Why does the spin-orbit splitting of the 2p shell of germanium hardly move while fifteen outer electrons are stripped away, and which of the small irregular steps along the way belong to the ion and which to the way the orbitals are defined? The splitting comes from Dirac-Fock eigenvalues, and the first-order value and <r⁻³> come from non-relativistic Hartree-Fock.

## Limits on the numbers

The splitting is a difference of eigenvalues in an uncorrelated calculation, averaged over the configuration where a shell is open. It is not an observed fine-structure interval. The Breit interaction is absent. Further output of the same calculation gives orbital Breit terms that are larger for 2p1/2 than for 2p3/2 by 0.65 eV in Ge9+ and 0.66 eV in Ge18+. Read as first-order shifts, they would lower the splitting by about 2 %, ten times the largest break in the splitting found below, though by nearly the same amount in these two ions. Moments and eigenvalues of a single orbital also depend on a convention whenever two closed shells share the same l, as 2p6 and 3p6 do from Ge6+ to Ge14+. One of the breaks comes from that.

Ge6+ to Ge21+ in configuration-averaged Hartree-Fock at the basis-set limit (B-spline radial atomic code version 1): Dirac-Coulomb with a Fermi nucleus for the splitting, non-relativistic with a point nucleus for ε(2p), ζ and <r⁻³>. ζ is (α²/2)<(1/r) dV/dr>, with V the nuclear and Hartree field without the orbital's own charge; it has no exchange or spin-other-orbit part.

| species | Z | charge (e) | electrons | configuration | ε(2p), non-rel. (eV) | ε(2p3/2) − ε(2p1/2) (eV) | (l+1/2) ζ(2p) (eV) | Dirac / first order | <r⁻³>(2p), non-rel. (bohr⁻³) |
| --- | --- | --- | --- | --- | --- | --- | --- | --- | --- |
| Ge6+ | 32 | 6 | 26 | [Ar] 3d8 | -1370.78 | 32.22 | 30.55 | 1.055 | 936.9 |
| Ge7+ | 32 | 7 | 25 | [Ar] 3d7 | -1406.79 | 32.21 | 30.56 | 1.054 | 937.3 |
| Ge8+ | 32 | 8 | 24 | [Ar] 3d6 | -1445.43 | 32.22 | 30.57 | 1.054 | 937.8 |
| Ge9+ | 32 | 9 | 23 | [Ar] 3d5 | -1486.62 | 32.22 | 30.60 | 1.053 | 938.5 |
| Ge10+ | 32 | 10 | 22 | [Ar] 3d4 | -1530.28 | 32.24 | 30.62 | 1.053 | 939.5 |
| Ge11+ | 32 | 11 | 21 | [Ar] 3d3 | -1576.37 | 32.26 | 30.66 | 1.052 | 940.6 |
| Ge12+ | 32 | 12 | 20 | [Ar] 3d2 | -1624.83 | 32.28 | 30.70 | 1.051 | 942.0 |
| Ge13+ | 32 | 13 | 19 | [Ar] 3d1 | -1675.63 | 32.32 | 30.76 | 1.051 | 943.7 |
| Ge14+ | 32 | 14 | 18 | [Ne] 3s2 3p6 | -1728.71 | 32.36 | 30.82 | 1.050 | 945.6 |
| Ge15+ | 32 | 15 | 17 | [Ne] 3s2 3p5 | -1780.83 | 32.47 | 30.86 | 1.052 | 946.5 |
| Ge16+ | 32 | 16 | 16 | [Ne] 3s2 3p4 | -1834.38 | 32.59 | 30.96 | 1.053 | 949.3 |
| Ge17+ | 32 | 17 | 15 | [Ne] 3s2 3p3 | -1889.35 | 32.72 | 31.08 | 1.053 | 952.4 |
| Ge18+ | 32 | 18 | 14 | [Ne] 3s2 3p2 | -1945.73 | 32.85 | 31.20 | 1.053 | 955.7 |
| Ge19+ | 32 | 19 | 13 | [Ne] 3s2 3p1 | -2003.50 | 33.00 | 31.33 | 1.053 | 959.2 |
| Ge20+ | 32 | 20 | 12 | [Ne] 3s2 | -2062.66 | 33.15 | 31.47 | 1.053 | 962.9 |
| Ge21+ | 32 | 21 | 11 | [Ne] 3s1 | -2121.01 | 33.29 | 31.61 | 1.053 | 966.6 |

Here ε is an orbital eigenvalue, l = 1, α is the fine-structure constant, and (l+1/2) ζ is the splitting of first-order theory. A "step" means the change of a column from one row to the next. Rounding alone gives a step an rms error of 0.004 eV (at most 0.01 eV) in the energy columns and 0.04 bohr⁻³ (at most 0.1) in <r⁻³>.

## The simple pattern

From Ge6+ to Ge21+ the magnitude of ε(2p) grows by 54.7 %. The Dirac splitting grows by 3.3 %, the first-order value by 3.5 % and <r⁻³> by 3.2 %, each relative to Ge6+. Hydrogenic Z⁴ scaling with a charge read from the eigenvalue fails badly. Setting ε = −Z²/8 hartree gives charges of 20.07 and 24.97 at the two ends, hence a factor of 2.39, against 1.033 in the table.

The reason is electrostatic. A charged shell that lies outside a point contributes a constant potential there and no field. The n = 3 electrons have mean radii near 0.6 bohr in Ge9+ and the 2p electrons 0.18 bohr (further output), so removing one of them lowers the potential across the whole 2p orbital almost uniformly. That shifts ε by something like <1/r> of the lost electron. For 3d in Ge9+ this is 56.9 eV against a step of 43.7 eV, and for 3p in Ge18+ it is 71.3 eV against 57.8 eV. The estimate overshoots by 13 to 14 eV in both cases, since it ignores exchange, the part of the outer charge inside 2p, and the contraction of the remaining shells. A constant leaves both dV/dr and the shape of the orbital unchanged, and the spin-orbit coupling depends on these alone.

The columns can be read in these terms by writing

(l+1/2) ζ = (3/2)(α²/2) Z_so <r⁻³> = 1.087×10⁻³ eV bohr³ × Z_so <r⁻³>,

where the constant is 0.75/137.04² × 27.211 eV. This defines Z_so, the charge inside the radii that r⁻³ weights, and is no test of anything. For Ge9+ it gives 30.60/(1.087×10⁻³ × 938.5) = 30.0, the nuclear charge 32 less about two units of inner screening. Z_so stays at 29.99 to 30.00 from Ge6+ to Ge14+ and reaches 30.09 at Ge21+. The eigenvalue feels every electron of the ion, while the splitting feels almost only the charge close to the nucleus.

## A smooth model for the steps

Within one subshell each electron removed is of the same kind and sits slightly further in than the one before, so the steps are modelled as linear in the charge. One line was fitted by least squares to the eight 3d steps (ending at Ge7+ to Ge14+) and another to five 3p steps (ending at Ge16+ to Ge20+). The step Ge14+→Ge15+ was kept out of the 3p fit because 3p6 opens there, and Ge20+→Ge21+ because it removes a 3s electron.

The lines hold about as well as rounding permits. The rms residuals of the 3d and 3p fits are 0.006 and 0.004 eV for the splitting, the same for the first-order column, and 0.06 and 0.03 bohr⁻³ for <r⁻³>. The eigenvalue steps are visibly curved, with residuals of 0.13 and 0.01 eV. Inside the subshells no row stands out. The step of −0.01 eV at Ge7+, the only fall in the splitting, has the size of the rounding. The half-filled d5 (Ge9+) and p3 (Ge17+) rows are ordinary, because an average over the configuration contains the occupation as a smooth polynomial and knows nothing of Hund's rules.

All breaks lie where the subshell changes, and the one at Ge14+→Ge15+ looks different in different columns. The Dirac splitting rises by 0.11 eV, which is 0.06 eV above the 3d line (0.047) and on the 3p line (0.112). The first-order value rises by only 0.04 eV, below both lines (0.069 and 0.095). The step of <r⁻³> is 0.9 bohr⁻³, also below both (2.09 and 2.62). The splitting therefore has a kink, a change from one smooth line to another, whereas the two non-relativistic moments have one short step that belongs to neither line.

## The short step, worked in full

The 3p steps of <r⁻³> ending at charges 16 to 20 are 2.8, 3.1, 3.3, 3.5 and 3.7 bohr⁻³. Their mean is 3.28 at charge 18 and the slope is 0.22 per unit of charge, so the line gives 3.28 − 3 × 0.22 = 2.62 at charge 15, a step outside the fit. The table has 946.5 − 945.6 = 0.9, a deficit D = 1.72 bohr⁻³, some forty times the rms rounding. Carried into the first-order column, it amounts to 1.72 × 1.087×10⁻³ × 30.00 = 0.056 eV. The deficit found directly in that column is 0.055 eV, or 0.18 % of its Ge15+ value. Within rounding, the short step of ζ is thus a matter of the orbital's shape, with no visible part left for the field in which it moves.

A real swelling of the 2p charge at Ge15+ would also cut the Dirac splitting, by nearly 0.06 eV. The splitting misses its 3p line by −0.002 eV. The eigenvalue misses its line by 0.04 eV, which is curvature: successive 3p steps, the first included, differ by −1.43, −1.42, −1.41, −1.39 and −1.39 eV. The numbers therefore show a short step in the moments and none in the eigenvalues, which pass directly onto their 3p lines.

## Cause of the short step: mixing of 2p and 3p

Theory accounts for this pattern. Mix the radial functions by a small angle θ, 2p → 2p + θ·3p and 3p → 3p − θ·2p. The average energy of 2p⁶3p^q contains 6 and q one-electron terms, 15 pairs within 2p, q(q−1)/2 pairs within 3p and 6q pairs between them. Let F be the 2p–3p matrix element of the kinetic energy and of the field of the nucleus and all other shells. Let v₂ and v₃ be the 2p–3p matrix elements of the repulsion from one 2p or one 3p electron in a different spin orbital. The same spin orbital contributes nothing, because its Coulomb and exchange parts cancel, so the cross pairs carry a factor 5/6. Collecting terms,

dE/dθ ∝ (6−q)F + 30v₂ − q(q−1)v₃ + 5q(v₃ − v₂) = (6 − q)(F + 5v₂ + q v₃).

For an open 3p shell the second bracket must vanish, and this fixes θ. At q = 0 the condition becomes F + 5v₂ = 0, which the 2p orbital of an ion without 3p electrons satisfies by its own equation, so no break should occur at Ge20+. The table agrees, with the reservation that this step was part of the fit. At q = 6 the prefactor vanishes and any θ will do. The usual choice, canonical orbitals that diagonalise the Fock operator, sets F + 5v₂ + 5v₃ = 0. The open-shell rows continued to q = 6 would have 6v₃. A canonical 2p orbital under 3p6 is therefore screened by one unit of v₃ less than the open-shell line implies, and it is more compact. Its <r⁻³> lies above the line, and the step down to q = 5 comes out short. That the closed-shell orbitals of this calculation are canonical is an assumption here, but it gives the sign that the table shows.

The mixing changes <r⁻³> in first order, by 2θ<2p|r⁻³|3p>, while an eigenvalue that is stationary at the canonical choice moves only by θ² times the 2p–3p gap. For hydrogenic functions the off-diagonal element is 0.94 of the geometric mean of the two diagonal ones. With <r⁻³>(3p) = 199 bohr⁻³ borrowed from Ge18+ (further output), θ ≈ 1.72/(2 × 0.94 × √(946.5 × 199)) ≈ 0.002 rad. The gap in that ion is 71.504 − 25.581 = 45.9 hartree, so the eigenvalue shifts by less than 0.01 eV. These are orders of magnitude only, but they place the shift at the rounding of ε, and the splitting sees only the difference of two such shifts.

The argument has a further consequence. The Fock operator that acts on 2p contains (5/6)q v₃, whereas the condition above contains q v₃. In the open rows the 2p orbital is thus turned away from an eigenfunction of its own operator in proportion to q/6, and <r⁻³> lies D·q/6 below the value in the closed-shell convention, if D is taken as constant. Each later 3p step then includes D/6 = 0.29 bohr⁻³ of unwinding, which must stop once 3p is empty. The step Ge20+→Ge21+ falls short of the 3p line by 0.24 bohr⁻³ (3.7 against 3.94), close to that figure. The support is modest, because the electron removed there is 3s, and there is only one such step.

## The kink in the splitting

The kink is not an effect of the free choice of orbitals. That choice exists only while 3p is closed, and there an angle of the size estimated above moves an eigenvalue by less than 0.01 eV. At charge 15 the 3p line lies 0.065 eV above the 3d line, and the mean step is 0.136 eV in the 3p fit against 0.018 eV in the 3d fit. Much of that contrast in the means is plain growth with charge: the slopes are alike, 0.008 and 0.007 eV per unit.

Penetration explains one part. A 3d density starts as r⁴ and a 3p density as r², and 3p has an inner lobe in the region of 2p. In Ge9+ the two orbitals have nearly the same mean radius (ratio 1.03), yet <r⁻³> of 3p is 7.4 times that of 3d (further output). Removing a 3p electron therefore uncovers some nuclear charge where the coupling is made. Z_so shows it: flat within 0.01 over eight 3d electrons, it rises from 29.99 at Ge14+ to 30.07 at Ge20+, a little over 0.01 per electron. The smallness of the first 3d steps is plausibly helped by the 3s and 3p shells, which contract as the charge grows and replace some of the lost screening; this is argued, and no column isolates it.

Penetration as measured by ζ is not enough. In the first-order column the 3p line lies only 0.026 eV above the 3d line, and 0.055/6 = 0.009 eV of that is unwinding. The remaining 0.017 eV is about a quarter of the kink. In <r⁻³> the gap between the lines shrinks likewise from 0.53 to 0.53 − 0.29 = 0.24 bohr⁻³.

The larger part lies in the ratio of Dirac to first order. The comparison is cleanest between rows without an open 3p shell. From Ge6+ to Ge14+ the first-order value rises by 0.27 eV, which scaled by 1.05 is 0.28 eV, while the splitting rises by 0.14 eV, a shortfall of 0.018 eV for each of eight electrons. From Ge14+ to Ge20+ the first-order rise of 0.65 eV scales to 0.68 eV against 0.79 eV, an excess of 0.018 eV for each of six. The ratio falls from 1.055 to 1.050 as 3d empties and climbs back to 1.053 as 3p empties. Its apparent jump at Ge15+ (1.0500 to 1.0522, recomputed from the two energy columns) is mostly the convention. Adding (5/6) × 0.055 eV to 30.86 eV gives 32.47/30.906 = 1.0506, and the same correction with q = 4 to 1 gives 1.0514, 1.0518, 1.0523 and 1.0530 before 1.0534 at Ge20+, each uncertain by about 0.0003. The evenness of this sequence is largely built in, since D was chosen to remove the short step, but the V shape rests on uncorrected rows. The two parts, 0.036 eV from the turn of the ratio and about 0.018 eV from ζ, come to 0.054 eV, somewhat under the 0.065 eV of the kink.

What bends the ratio is only partly settled. On the 3d side it is not the shape of the relativistic orbitals. From Ge9+ to Ge14+ <r⁻³> of the Dirac 2p3/2 orbital rises by 0.75 %, and the hyperfine constant of 2p1/2, which also weights the region near the nucleus, by 0.69 % (further output). The non-relativistic <r⁻³> rises by much the same, 0.76 %, but the splitting by only 0.43 %. The rest is a guess. The parameter ζ has no exchange part, whereas the Dirac-Fock eigenvalues include exchange of each 2p_j with outer shells that are themselves split by j. Exchange between p and d goes through odd multipoles and between p and p through even ones, with different weights for j = 1/2 and 3/2, so contributions proportional to the occupation and of opposite sign are possible. The equality of the two sizes may be chance.

A least-squares fit to all sixteen rows of splitting = k × first order + a × (number of 3d electrons) + b × (1 if 3p is closed) sizes these effects in another way. With k alone (1.0527) the rms residual is 0.036 eV, worst at Ge14+ with −0.084 eV. Adding only a or only b leaves 0.030 or 0.035 eV. All three together reach 0.010 eV, still over twice the rounding, with residuals that run from −0.023 eV at Ge15+ to +0.015 eV at Ge20+ because the model has no term in the 3p occupation. The constants a and b trade against each other and carry no meaning singly.

## The level of the ratio

First-order theory is 5 % low in every row, relative to its own value. For a one-electron ion the exact Dirac 2p splitting exceeds the first-order one by a factor 1 + (5/8)(Zα)² + …; the full Dirac formula gives 1.035 at Z = 32 and 1.031 at Z = 30. Carried over unchanged, higher orders in Zα would supply roughly two thirds of the excess. For a screened ion that is probably an upper estimate: in further output <r⁻³> of the Dirac 2p3/2 orbital exceeds the non-relativistic value by a factor of 1.021 in both Ge9+ and Ge18+, where the one-electron formula gives 1.030 at Z = 32. The near equality of that factor in the two ions suggests that this part varies little along the series. The rest, half an eV or more, is unexplained by these columns; ζ lacks exchange and the self-consistent response of the shells to the coupling, and nothing here separates the two.

## The 3s step and the eigenvalue

At Ge20+→Ge21+ the splitting rises by 0.14 eV against 0.16 eV on the 3p line. That is two units of the last digit at a single extrapolated point, too little to be given a cause. The eigenvalue, which responds to the whole potential of the lost electron, marks both changes of subshell plainly. Its step is 3.6 eV smaller in magnitude than the 3d line at Ge15+ and 2.2 eV smaller than the 3p line at Ge21+.

## Neighbouring cases

For a deep shell, the first-order part of a step depends on how much of the removed electron lies inside that shell; the part that sits in the ratio of Dirac to first order has no such simple rule here. Electrons of a higher n should matter less than those of n = 3, and a d electron less than a p electron of the same n. A large real break belongs where the split shell itself or one inside it loses an electron, since the inner screening and the orbital then change directly, and the averaged eigenvalue difference of an open 2p shell takes on exchange and relaxation parts. A short step of the conventional kind belongs wherever a shell opens above a closed shell of the same l: 3p over 2p, 4p over 3p and 2p, and for s orbitals 3s over 2s. It should show in moments of single orbitals and barely in eigenvalues. The angle is of order v₃ divided by the gap. How the size of the step changes along the argon-like ions is left open here, because the gap and the penetration of 3p into the core both grow with the nuclear charge and act in opposite directions.
